A WS₂ crystal is a stack of sheets. Within a sheet, each tungsten atom is bonded to six sulfur atoms, and between the sheets only weak van der Waals attraction acts. The cell edge a lies in the plane of the sheets, and c runs across them. The table follows both edges under pressure that is equal from all sides, with each change taken relative to the cell at zero pressure.

WS₂ (space group P6₃/mmc) relaxed under hydrostatic pressure at zero temperature, with its symmetry kept. Ansatz 0.2.0, PBEsol, plane-wave PAW, scalar-relativistic, no spin polarisation, cutoff 420 eV, Gaussian smearing, Gamma-centred k meshes. Changes are relative to the cell relaxed at zero pressure (a = 3.146 Å, c = 12.705 Å, 18.15 Å³ per atom).

```
applied pressure (GPa)   k mesh  smearing width  volume change (%)  enthalpy change (eV/atom)  a change (%)  c change (%)  energy change (meV/atom)
                     3  12×12×2         0.02 eV              -7.42                      0.325         -0.75         -6.02                       9.9
                     8  12×12×4         0.02 eV             -12.75                      0.832         -1.84         -9.45                      41.5
                    15  15×15×4         0.02 eV             -17.37                      1.505         -3.16        -11.89                     100.5
                    30  15×15×4         0.02 eV             -23.86                      2.849         -5.45        -14.82                     261.7
                    60  15×15×4          0.1 eV             -32.09                      5.287         -8.97        -18.04                     670.3
```

1. Which edge gives way first, and why?

The edge across the sheets does. At 3 GPa, c has shrunk by 6.0 %, but a by only 0.75 %. To shorten a, the pressure must compress or bend strong W–S bonds. To shorten c, it can push neighbouring sheets together, and little holds them apart at first.

The change of c includes both the space between the sheets and the thickness of the sheets themselves. That the space takes most of the early loss is therefore an argument from the bonding, not a reading of the table. It is the established picture for layered crystals of this kind.

2. Does c stay the softer direction?

The totals suggest so, because even at 60 GPa c has lost about twice as large a percentage as a. Totals, however, carry the early loss along. It is more telling to take each pressure step by itself and to compare the shrinkage per GPa, measured from the lengths at the start of that step. On this measure c is about eight times as soft as a in the first step, and the two are practically equal between 30 and 60 GPa.

The lead vanishes because c stiffens, not because the sheets become soft. From the first step to the last, the shrinkage of c per GPa falls by a factor of 16, that of a only by a factor of 2. The reason lies in the two kinds of force. When sulfur atoms of neighbouring sheets come close, their filled electron shells overlap, and this repulsion rises steeply with every further bit of approach. The W–S bonds were stiff from the start and have less stiffening to do.

In practice, a and c must be relaxed separately. Scaling the whole cell by one factor to reach the same volume would make a too short and leave c too long at every pressure in the table.

3. How much energy does the squeezing store?

The stored energy is the work done on the crystal, which is pressure times lost volume, added up along the way. The simplest estimate assumes that the volume falls in a straight line as the pressure rises. The mean pressure of a step is then its midpoint:

energy stored ≈ midpoint pressure × volume lost

For the first step the midpoint is 1.5 GPa. The volume lost is 7.42 % of 18.15 Å³, or 1.35 Å³ per atom. With 1 eV/Å³ = 160.2 GPa this gives

1.5 × 1.35 / 160.2 = 0.0126 eV = 12.6 meV per atom

The calculation gives 9.9 meV, so the estimate is about a quarter too high. Nothing was fitted here, and the miss has a plain meaning. The crystal is softest at the beginning of the step, so more of its volume goes while the pressure is still low. In the later steps the same estimate is too high by only about 5 % or less, for two reasons. The softest part of the response has been used up, and these steps start well above zero pressure, so a similar miss in the mean pressure is a smaller fraction of it. The printed output below lists the mean pressure of every step beside its midpoint.

4. Why is the enthalpy change so much larger than the energy change?

Enthalpy H adds to the energy E the product of pressure P and volume V:

H = E + PV

At 3 GPa, PV makes up 97 % of the enthalpy change. It counts the whole volume that the crystal still occupies, at the full pressure. The stored energy counts only the volume that was lost, at the lower mean pressure of the step. The remaining volume is about twelve times the lost one, and the full pressure is about two and a half times the mean, which together make a factor of about thirty.

A large positive enthalpy change is thus no sign that WS₂ is about to transform or fall apart. Any crystal that takes up room under pressure has such a term. Stability is decided by comparing the enthalpies of different structures at the same pressure. These relaxations keep the symmetry of the starting crystal and follow that one structure only.

5. What does the pressure do to WS₂ as a semiconductor?

It narrows the band gap and finally closes it. The same calculations give a gap of 1.10 eV at zero pressure and 0.30 eV at 15 GPa, while at 30 GPa the bands overlap. The fall per GPa is fastest in the first step, just where c shrinks fastest.

A second observation points to the spacing of the sheets. The smallest direct gap, for which an electron keeps its crystal momentum, changes by only about 0.05 eV up to 8 GPa, although the overall gap more than halves. At 15 GPa the smallest direct gap found is clearly lower too, but that row uses another k mesh, which may account for part of the drop. The contrast is therefore shown for the lower pressures only. The top of the valence band lies at the centre of the Brillouin zone. States there are known to have lobes that reach out of the sheets, so they overlap more strongly when the sheets approach, and the top of the band is pushed up. This fits the pattern at the lower pressures, but the bottom of the conduction band may move as well, and the calculation doesn't separate the effect of spacing from that of changes within the sheets.

The pressure at which WS₂ becomes a metal can't be read off from these rows. PBEsol usually makes gaps too small, spin–orbit coupling is left out, and a finite k mesh can overlook the true band edges. Closure between 15 and 30 GPa is the result at this level of theory and on these k meshes, and the real crystal may close its gap at a different pressure.

WS₂ is studied as a channel material for transistors. There a narrower gap means more thermally excited carriers and a larger leakage current when the device is switched off. The values above belong to the bulk crystal and shouldn't be carried over to a single sheet, which has no neighbouring sheet to be pushed against.

6. What would change with a better treatment of the weak forces, and which digits can be trusted?

PBEsol lacks the long-range part of the van der Waals attraction. Its c at zero pressure is too long by roughly 3 % (a recalled figure), which is half of the whole c loss at 3 GPa. Part of that loss probably only closes a space that was too wide to begin with. One can't simply subtract the 3 %, because a better functional would also shorten the cell under pressure. The first loss of c would most likely be smaller, and c would start out stiffer. The factor of eight in answer 2 is therefore probably too large, and the fast early fall of the band gap in answer 5 may be overstated as well.

The numerical error that can be checked here is much smaller. The reference cell kept a stress of about 0.03 GPa along c. With the mean softness of the first step this shifts c by somewhat less than 0.1 %, and the true shift is probably larger, because the crystal is softest at zero pressure. The second decimal of the c change therefore has no meaning, the first is uncertain, and for the first row even the leading digit depends on the functional. The PAW datasets were also made for PBE and not for PBEsol, which adds an error that these rows can't measure. The small change of a is safer, since it rests on strong bonds that PBEsol describes well. For work below about 10 GPa, c should be relaxed again with a functional that includes dispersion, both at zero pressure and under load.

7. How would a crystal without sheets behave?

Zinc sulfide in its wurtzite form is a useful contrast. It is hexagonal too, but strong bonds run through it in all directions. It has no weakly held spaces to close, so a and c shrink at similar rates from the start, and the soft first step is absent. Hexagonal symmetry allows the two edges to respond differently, but it is the weak link between the sheets that makes the difference large in WS₂. To guess the response of another crystal, one should first ask whether strong bonds cross every direction, and if not, how much weakly held space is left to close.

Output of the analysis:

```
Shrinkage within each pressure step:
  row  c in % per GPa  a in % per GPa  ratio c to a  share of c in volume loss in %  mean bulk modulus in GPa
    3            2.07          0.2509         8.247                           80.48                     38.89
    8          0.7436          0.2209         3.367                           62.73                     84.37
   15          0.3902          0.1934         2.018                           50.22                     128.7
   30          0.2255          0.1595         1.413                            41.4                     183.6
   60          0.1285          0.1265         1.016                           33.68                     262.2
Fall of c shrinkage per GPa from first to last step (factor): 16.11
Fall of a shrinkage per GPa from first to last step (factor): 1.984
Energy and enthalpy:
  row  PV term in eV/atom  PV share of enthalpy change in %  mean pressure of step in GPa  midpoint pressure of step in GPa
    3              0.3146                             96.81                         1.178                               1.5
    8              0.7907                             95.04                         5.233                               5.5
   15               1.404                              93.3                         11.27                              11.5
   30               2.588                             90.83                         21.93                              22.5
   60               4.616                             87.31                         43.83                                45
Mesh gap from further outputs:
  row  gap or minus overlap in eV  fall within step in eV per GPa
    3                        0.75                          0.1179
    8                      0.4883                         0.05233
   15                      0.3013                         0.02672
   30                     -0.1028                         0.02694
   60                      -1.277                         0.03915
Change of smallest direct mesh gap from 0 to 8 GPa (eV): 0.04653
Rough c error from residual stress of the reference cell (%): 0.06493
Recalled excess of c over c loss at 3 GPa (ratio): 0.4983
```
